## Appendix. Worked problem: pair fractions and activities of fcc Ag–Au in the quasi-chemical approximation

### Statement

A disordered single-phase fcc solution of silver (A) and gold (B) is held at $T = 800$ K. Each site has $z = 12$ nearest neighbours, vacancies are ignored, and the configurational energy is a sum of nearest-neighbour bond energies $e_{AA}$, $e_{BB}$, $e_{AB}$. The reference states are the pure fcc metals at the same temperature, so that $a_i = \gamma_i x_i$ and $\gamma_i \to 1$ as $x_i \to 1$. The interchange energy per bond is

$$w = e_{AB} - \tfrac12\,(e_{AA} + e_{BB}),$$

and $w<0$ favours unlike neighbours. The data are these.

- Assumed: $w = -12$ meV, independent of composition and temperature. It was chosen so that the equiatomic excess Gibbs energy at 800 K falls near a typical value for solid Ag–Au, about $-3.5$ kJ/mol. That quantity is therefore no test of the model.
- Typical lattice parameters at 293 K: 4.086 Å for Ag and 4.078 Å for Au.
- Measured elastic constants at room temperature (compiled values, Blaschke): $C_{11} = 123.99$ GPa and $C_{12} = 93.67$ GPa for Ag, $C_{11} = 192.44$ GPa and $C_{12} = 162.98$ GPa for Au.
- Measured linear expansion coefficients at 293 K (compiled values, Kaye and Laby Online, NPL): $18.9\times10^{-6}$ K$^{-1}$ for Ag and $14.2\times10^{-6}$ K$^{-1}$ for Au.

Find: (a) the pair fractions and the short-range order at $x_\mathrm{Au} = 0.25$; (b) the activity coefficients, chemical potentials and the voltage of a cell Ag | Ag$^+$ electrolyte | alloy at that composition; (c) the dilute limit; (d) the excess functions at $x_\mathrm{Au} = 0.10$, $0.25$ and $0.50$, beside those of the regular solution with the same $w$; (e) the size of two neglected effects, closed triangles of bonds and lattice misfit.

### Why the formulas hold

A crystal of $N$ sites has $Nz/2$ bonds. Let $X_{AA}$, $X_{BB}$ and $X_{AB}$ be the fractions of each kind, with $X_{AB}$ counting both orientations, AB and BA. Counting the bond ends that sit on A and on B atoms gives

$$X_{AA} = x_A - \tfrac12 X_{AB}, \qquad X_{BB} = x_B - \tfrac12 X_{AB}. \tag{1}$$

With (1), the energy relative to the unmixed metals is $N(z/2)X_{AB}\,w$. At ordinary pressure it is also the enthalpy of mixing. The pair approximation of Bethe and Guggenheim distributes the bonds as if they were independent and then corrects the count so that random mixing recovers the ideal entropy:

$$\frac{S_\mathrm{mix}}{Nk} = -\sum_i x_i\ln x_i - \frac z2\left[X_{AA}\ln\frac{X_{AA}}{x_A^2} + X_{BB}\ln\frac{X_{BB}}{x_B^2} + X_{AB}\ln\frac{X_{AB}}{2x_Ax_B}\right]. \tag{2}$$

This count is exact where the bonds form no closed loops, as on a chain, and approximate on a crystal lattice. Setting the derivative of $G_\mathrm{mix} = N(z/2)X_{AB}w - TS_\mathrm{mix}$ with respect to $X_{AB}$ to zero, with $dX_{AA} = dX_{BB} = -\tfrac12 dX_{AB}$, gives $w + kT[\ln(X_{AB}/2) - \tfrac12\ln X_{AA} - \tfrac12\ln X_{BB}] = 0$, that is

$$\frac{X_{AB}^2}{X_{AA}X_{BB}} = \frac{4}{\eta}, \qquad \eta = e^{2w/kT}. \tag{3}$$

This is a mass-action law for AA + BB $\rightleftharpoons$ 2AB, whose energy is $2w$; the factor 4 comes from the two orientations of an unlike bond. Inserting (1) in (3) yields $(\eta-1)X_{AB}^2 + 2X_{AB} - 4x_Ax_B = 0$. The root that stays finite as $\eta\to1$ is $(\beta-1)/(\eta-1)$, or

$$X_{AB} = \frac{4x_Ax_B}{1+\beta}, \qquad \beta^2 = 1 + 4x_Ax_B(\eta-1). \tag{4}$$

The first-shell Warren–Cowley parameter follows as $\alpha_1 = 1 - X_{AB}/(2x_Ax_B) = (\beta-1)/(\beta+1)$.

For the chemical potential, write $G_\mathrm{mix}$ with the bond numbers $n_{ij} = (Nz/2)X_{ij}$. By (1) the logarithms of $x_i$ in (2) collect into $+(z-1)\sum_i x_i\ln x_i$, so that

$$\frac{G_\mathrm{mix}}{kT} = n_{AB}\frac{w}{kT} + n_{AA}\ln X_{AA} + n_{BB}\ln X_{BB} + n_{AB}\ln\frac{X_{AB}}2 - (z-1)\sum_i N_i\ln x_i .$$

Because $G_\mathrm{mix}$ is stationary in $n_{AB}$, the derivative with respect to $N_A$ may be taken at fixed $n_{AB}$. One added A atom then raises both $n_{AA}$ and the total number of bonds by $z/2$, and $\ln a_A = (z/2)\ln X_{AA} - (z-1)\ln x_A$. With (1) and (4), $X_{AA} = x_A(\beta-1+2x_A)/(\beta+1)$, and therefore

$$\gamma_A = \left(\frac{X_{AA}}{x_A^2}\right)^{z/2} = \left[\frac{\beta-1+2x_A}{x_A(\beta+1)}\right]^{z/2}, \tag{5}$$

with A and B exchanged for $\gamma_B$. An activity coefficient below unity thus states that like pairs are rarer than in a random alloy. The regular solution keeps the random value $X_{AB} = 2x_Ax_B$ and has $RT\ln\gamma_A = \Omega x_B^2$ with $\Omega = N_\mathrm{Av}zw$, where $N_\mathrm{Av}$ is the Avogadro constant.

### Solution

Intermediate values are carried unrounded, and all results are those of the model. The common quantities are

$$kT = 68.94\ \text{meV},\quad RT = 6.6516\ \text{kJ/mol},\quad \frac{w}{kT} = -0.17407,\quad \eta = 0.70600,$$

$$zw = -144\ \text{meV},\quad \Omega = -13.894\ \text{kJ/mol},\quad \frac{zw}{kT} = -2.0888 .$$

The scale $|w|/k$ is 139 K. The nearest-neighbour fcc model typically orders only where $kT$ is of the order of $|w|$, so the disordered state is the relevant one at 800 K.

**(a) Pairs at $x_\mathrm{Au} = 0.25$.** Here $4x_Ax_B = 0.75$ and $\eta - 1 = -0.29400$, so $\beta^2 = 0.77950$ and $\beta = 0.88289$. Equations (4) and (1) give

$$X_\mathrm{AgAu} = 0.39832,\qquad X_\mathrm{AgAg} = 0.55084,\qquad X_\mathrm{AuAu} = 0.05084,$$

against the random values 0.375, 0.5625 and 0.0625. The ratio $X_\mathrm{AgAu}^2/(X_\mathrm{AgAg}X_\mathrm{AuAu})$ is 5.6657, equal to $4/\eta$ as (3) requires. The order parameter is $\alpha_1 = -0.0622$. A gold atom has on average $zX_{AB}/(2x_\mathrm{Au}) = 9.56$ silver neighbours in place of 9, and a silver atom has $zX_{AB}/(2x_\mathrm{Ag}) = 3.19$ gold neighbours in place of 3.

**(b) Activities at $x_\mathrm{Au} = 0.25$.** The brackets of (5) are $X_\mathrm{AgAg}/x_\mathrm{Ag}^2 = 0.97927$ and $X_\mathrm{AuAu}/x_\mathrm{Au}^2 = 0.81342$. With the exponent $z/2 = 6$,

$$\ln\gamma_\mathrm{Ag} = -0.12570,\quad \gamma_\mathrm{Ag} = 0.882,\quad a_\mathrm{Ag} = 0.661,$$

$$\ln\gamma_\mathrm{Au} = -1.23907,\quad \gamma_\mathrm{Au} = 0.290,\quad a_\mathrm{Au} = 0.0724 .$$

The chemical potentials $\mu_i - \mu_i^\circ = RT\ln a_i$ are $-2.75$ kJ/mol for Ag and $-17.46$ kJ/mol for Au. The regular solution has $\ln\gamma_\mathrm{Ag} = -0.13055$ and $\ln\gamma_\mathrm{Au} = -1.17496$. Short-range order lowers $\gamma_\mathrm{Au}$ by 6.2 per cent and raises $\gamma_\mathrm{Ag}$ by 0.5 per cent, so the two shifts have opposite signs at this composition.

In the cell, one electron accompanies each silver atom that passes from the pure metal into the alloy, which is the positive electrode. The open-circuit voltage is $E = -(RT/F)\ln a_\mathrm{Ag} = 28.50$ mV, against 28.83 mV for the regular solution and 19.83 mV for the ideal one. The silver activity at this composition separates the two interacting models by 0.33 mV only.

Differentiating (5) with the help of (4) gives the thermodynamic factor, the same for both components by the Gibbs–Duhem relation:

$$\Phi = \frac{\partial\ln a_i}{\partial\ln x_i} = 1 + \frac z2\,\frac{1-\beta}{\beta} .$$

It is 1.796 here, against $1 - 2x_Ax_B\Omega/RT = 1.783$ for the regular solution. For $w<0$, $\beta\le1$ and $\Phi\ge1$ at every composition. The molar Gibbs energy, whose curvature is $RT\,\Phi/(x_Ax_B)$, is then convex throughout, and the disordered phase has no miscibility gap.

**(c) Dilute limit.** For $x_B = x\to0$, (4) gives $\beta = 1 + 2x(1-x)(\eta-1) - 2x^2(\eta-1)^2 + \dots$ The numerator of the bracket in (5) becomes $2x\eta\,[1 - x(\eta-1)]$ and the denominator $2x\,[1 + x(\eta-1)]$, to the order needed. Hence

$$\ln\gamma_B = \frac{zw}{kT} + \varepsilon\,x + \dots, \qquad \varepsilon = z\,(1-\eta).$$

The Henry coefficient is $\gamma^\infty = \exp(zw/kT) = 0.124$, the same for Au in Ag and for Ag in Au, and the same as in the regular solution. An isolated solute atom makes exactly $z$ unlike bonds and has no partner to order with. The first-order interaction coefficient is $\varepsilon = 3.53$, against $-2zw/kT = 4.18$ for the regular solution, which is the first term of the expansion of $z(1-\eta)$ in $w/kT$. Both $\gamma^\infty$ and $\varepsilon$ are exact for the nearest-neighbour lattice model. Bringing two isolated solute atoms onto adjacent sites turns two unlike bonds into an AA and a BB bond at an energy $-2w$, so each of the $z$ neighbouring sites has the relative weight $\eta$, and loops first matter with three solute atoms, at order $x^2$.

**(d) Excess functions.** Per mole of atoms,

$$G^E = RT\sum_i x_i\ln\gamma_i,\qquad H_\mathrm{mix} = \tfrac12\Omega X_{AB} = \Omega x_Ax_B(1-\alpha_1),\qquad S^E = \frac{H_\mathrm{mix}-G^E}{T}.$$

At $x_\mathrm{Au} = 0.25$, $G^E = -2.69$ kJ/mol and $H_\mathrm{mix} = -2.77$ kJ/mol, while the regular solution has $-2.61$ kJ/mol for both. Ordering lowers the enthalpy by 162 J/mol and costs $T|S^E| = 80$ J/mol, which leaves 82 J/mol in the Gibbs energy. That near halving is general. To first order in $w/kT$, $\alpha_1 = 2x_Ax_B\,w/kT$, so $H_\mathrm{mix} = \Omega x_Ax_B - 2(\Omega x_Ax_B)^2/(zRT)$, and integrating $\partial(G^E/T)/\partial(1/T) = H_\mathrm{mix}$ from infinite temperature gives

$$G^E \simeq \Omega x_Ax_B - \frac{(\Omega x_Ax_B)^2}{zRT}.$$

The second term is $-85$ J/mol at this composition. It vanishes as $z\to\infty$ at fixed $\Omega$, which is the limit in which the regular solution is recovered.

| $x_\mathrm{Au}$ | $\beta$ | $X_\mathrm{AgAu}$ | $\alpha_1$ | $\gamma_\mathrm{Ag}$ | $\gamma_\mathrm{Au}$ | $\gamma_\mathrm{Ag}$, regular | $\gamma_\mathrm{Au}$, regular |
|---|---|---|---|---|---|---|---|
| 0.10 | 0.9456 | 0.1850 | $-0.0280$ | 0.982 | 0.176 | 0.979 | 0.184 |
| 0.25 | 0.8829 | 0.3983 | $-0.0622$ | 0.882 | 0.290 | 0.878 | 0.309 |
| 0.50 | 0.8402 | 0.5434 | $-0.0868$ | 0.580 | 0.580 | 0.593 | 0.593 |

| $x_\mathrm{Au}$ | $G^E$ (kJ/mol) | $H_\mathrm{mix}$ (kJ/mol) | $G^E - \Omega x_Ax_B$ (J/mol) | $S^E$ (J mol$^{-1}$ K$^{-1}$) |
|---|---|---|---|---|
| 0.10 | $-1.27$ | $-1.29$ | $-18$ | $-0.021$ |
| 0.25 | $-2.69$ | $-2.77$ | $-82$ | $-0.100$ |
| 0.50 | $-3.62$ | $-3.78$ | $-151$ | $-0.188$ |

Gold-rich compositions follow by exchanging the labels. At $x = 1/2$, $\beta = e^{w/kT}$ and $\alpha_1 = \tanh(w/2kT)$.

**(e) Neglected effects.** *Triangles.* In the fcc lattice two neighbouring sites share four common neighbours, so every bond lies in four triangles, and the three bonds of a triangle cannot all be unlike. Equation (2) ignores this. At $x = 1/2$ let $\sigma = +1$ for Ag and $-1$ for Au. The bond energy is then a constant minus $(w/2)\sigma\sigma'$, the reduced coupling is $K = w/2kT = -0.08703$, and $\langle\sigma\sigma'\rangle = 1 - 2X_{AB} = \alpha_1$. The Boltzmann factor of a bond is $\cosh K\,(1 + t\sigma\sigma')$ with $t = \tanh K$. Summing over the occupations keeps the paths that join the two sites, and the exact expansion begins

$$\alpha_1 = t + 4t^2 + O(t^3).$$

The pair approximation retains $t = -0.0868$ alone. The triangle term is $+0.030$, or 35 per cent of it, and has to be sized more carefully because the higher terms are not small.

The tetrahedron approximation of Kikuchi's cluster variation method contains all triangles. Per site the lattice has 2 nearest-neighbour tetrahedra and 6 bonds; each bond lies in 2 tetrahedra and each site in 8 tetrahedra and 12 bonds. Counting every bond and site once assigns the weight $1-2 = -1$ to a bond and $1-8+12 = 5$ to a site. With $\xi = \alpha_1$ the free energy per site, apart from the random-mixing energy, is

$$\frac{f}{kT} = -6K\xi + 2\sum\rho\ln\rho - 6\sum y\ln y + 5\sum_i x_i\ln x_i,$$

where $\rho$ runs over the 16 states of a tetrahedron and $y = (1\pm\xi)/4$ over the 4 states of a bond. At $x = 1/2$ the disordered state has $\rho = (1 + \xi P + \xi_4 Q)/16$, with $P$ the sum of $\sigma\sigma'$ over the six edges and $Q$ the product of the four $\sigma$. The classes are $(P,Q) = (6,1)$, $(0,-1)$ and $(-2,1)$, with 2, 8 and 6 states and probabilities $\rho_0$, $\rho_1$, $\rho_2$ per state. Stationarity in $\xi_4$ gives $\rho_0\rho_2^3 = \rho_1^4$, which is solved by $\rho\propto e^{\kappa P}$. Stationarity in $\xi$ gives $\ln(\rho_0/\rho_2) = 8\kappa = 4K + 4\,\mathrm{artanh}\,\xi$. Together,

$$\xi = \frac{e^{6\kappa}-e^{-2\kappa}}{e^{6\kappa}+4+3e^{-2\kappa}},\qquad \kappa = \tfrac12\,(K + \mathrm{artanh}\,\xi).$$

For small coupling $\xi = \kappa + 2\kappa^2$ and $\kappa = (K+\xi)/2$, so $\xi = K + 4K^2$. The tetrahedron reproduces the exact second-order term that the pair approximation lacks, though it remains approximate at higher order. The root is $\xi = -0.0655$ with $\kappa = -0.0763$, smaller in magnitude than the quasi-chemical value by 25 per cent. The ordering enthalpy $-\Omega\xi/4$ goes from $-302$ to $-227$ J/mol. The ordering part of $G^E$, which is $RT(f/kT + \ln2)$, goes from $-151$ to $-124$ J/mol, and $\gamma$ moves from 0.580 to 0.582. At this coupling and composition the quasi-chemical $\alpha_1$ thus has the sign and order of magnitude of the tetrahedron value but exceeds it in magnitude by about a third, so that the two differ already in the first figure, whereas $\gamma$ shifts by 0.4 per cent, because most of $\ln\gamma$ is the random-mixing term.

*Misfit.* Applying the 293 K expansion coefficients over 507 K, which is a rough extrapolation, gives lattice parameters of 4.125 Å for Ag and 4.107 Å for Au. The linear misfit is $\delta = 4.3\times10^{-3}$, and the molar volume $V = N_\mathrm{Av}a^3/4$ at the mean parameter is 10.5 cm$^3$/mol. The bulk moduli $B = (C_{11}+2C_{12})/3$ are 103.78 GPa for Ag and 172.80 GPa for Au. An isotropic linear strain $\epsilon$ costs $\tfrac92BV\epsilon^2$. Bringing both metals to the common lattice parameter of least energy costs

$$E_\mathrm{el} = \tfrac92V\delta^2\,\frac{x_AB_A\,x_BB_B}{x_AB_A + x_BB_B}.$$

At $x = 1/2$ the last factor is 32.4 GPa and $E_\mathrm{el}\approx29$ J/mol. Local relaxation and the softening of the moduli on heating both reduce it. The estimate is 0.8 per cent of $|G^E|$ and of the same size as the triangle correction of 27 J/mol. Its shape is close to $x_Ax_B$, so a fitted $w$ largely absorbs it.

### What the numbers support

The input dominates the uncertainty. A change of 1 meV in $w$ moves $\ln\gamma^\infty$ by 0.174 and the random-mixing term $\Omega/4$ by 0.29 kJ/mol, about twice the whole ordering contribution at $x = 1/2$. The third figure of each $\gamma$ serves to compare models at fixed $w$ and says nothing about the alloy.

The model's excess entropy is purely configurational. As typical knowledge, that of equiatomic solid Ag–Au near 800 K is roughly $-1$ to $-1.5$ J mol$^{-1}$ K$^{-1}$, so the model's $-0.188$ J mol$^{-1}$ K$^{-1}$ has the same sign and is too small by a factor of five or more, and its $H_\mathrm{mix}$ is correspondingly not negative enough. The value $-12$ meV is therefore an effective bond free energy near 800 K. With $w(T) = w_h - Tw_s$, equations (3) to (5) hold unchanged, since they were derived at fixed $T$, while $H_\mathrm{mix}$ becomes $N_\mathrm{Av}(z/2)X_{AB}w_h$ and $S^E$ gains the term $N_\mathrm{Av}(z/2)X_{AB}w_s$.